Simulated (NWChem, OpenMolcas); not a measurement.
## SiH3Cl (chlorosilane): the dipole moment, rung by rung

The species is SiH3Cl (5 atoms), meant as a singlet with charge 0. As SMILES, `[SiH3]Cl`. The shape is that of a PBE0-D4/def2-TZVP optimisation.

Each level gives the dipole moment (D). The values are calculated.

| level | kind | program | value (D) | CPU time |
| --- | --- | --- | --- | --- |
| SVWN5/aug-cc-pVDZ | LDA | NWChem | 1.36 | 93 s |
| BP86/aug-cc-pVDZ | GGA | NWChem | 1.31 | 74 s |
| revPBE/aug-cc-pVDZ | GGA | OpenMolcas | 1.29 | 19 s |
| TPSS/aug-cc-pVDZ | meta-GGA | OpenMolcas | 1.32 | 24 s |
| r2SCAN/aug-cc-pVDZ | meta-GGA | OpenMolcas | 1.35 | 25 s |
| BHLYP/aug-cc-pVDZ | global hybrid | OpenMolcas | 1.47 | 18 s |
| M06-2X/aug-cc-pVDZ | hybrid meta-GGA | OpenMolcas | 1.47 | 27 s |
| PBE0/aug-cc-pVDZ | global hybrid | NWChem | ? | 47 s |

Estimate the missing values from the other rows.

As computed at these levels: PBE0/aug-cc-pVDZ: 1.39 D. Measured: 1.31 D (NIST CCCBDB). Nearest: BP86/aug-cc-pVDZ (0.00 D); farthest: BHLYP/aug-cc-pVDZ (+0.16 D). The measured dipole is a vibrational average, so differences of a few hundredths of a debye mean little. Computed less measured by kind, in D (aug-cc-pVDZ rows): LDA +0.05; GGA -0.02 to +0.00; meta-GGA +0.01 to +0.04; global hybrid +0.08 to +0.16. Times are those of the runs behind each value, whatever else they computed, on shared processors of several kinds: orders of magnitude only.

All three hybrids give a larger dipole than any of the semilocal functionals, and PBE0, with its smaller share of exact exchange, falls between the semilocal group and BHLYP and M06-2X. Because the geometry is common to all rows, the spread reflects the electron density rather than bond lengths; exact exchange probably favours a more polarised Si–Cl bond.

The moderate size of the dipole follows from the bonding. Chlorine draws density from silicon, but hydrogen is also more electronegative than silicon, so the hydridic Si–H bonds partly oppose the Si–Cl contribution. In chloromethane the C–H bonds instead reinforce the C–Cl dipole, which is why its total moment is larger despite the less polar carbon–halogen bond.

Climbing the ladder brings no steady improvement here: BP86 and TPSS lie closer to experiment than any of the hybrids. That agreement doesn't establish that their densities are better, since errors in the functional and the modest basis may offset each other in a single integrated property.
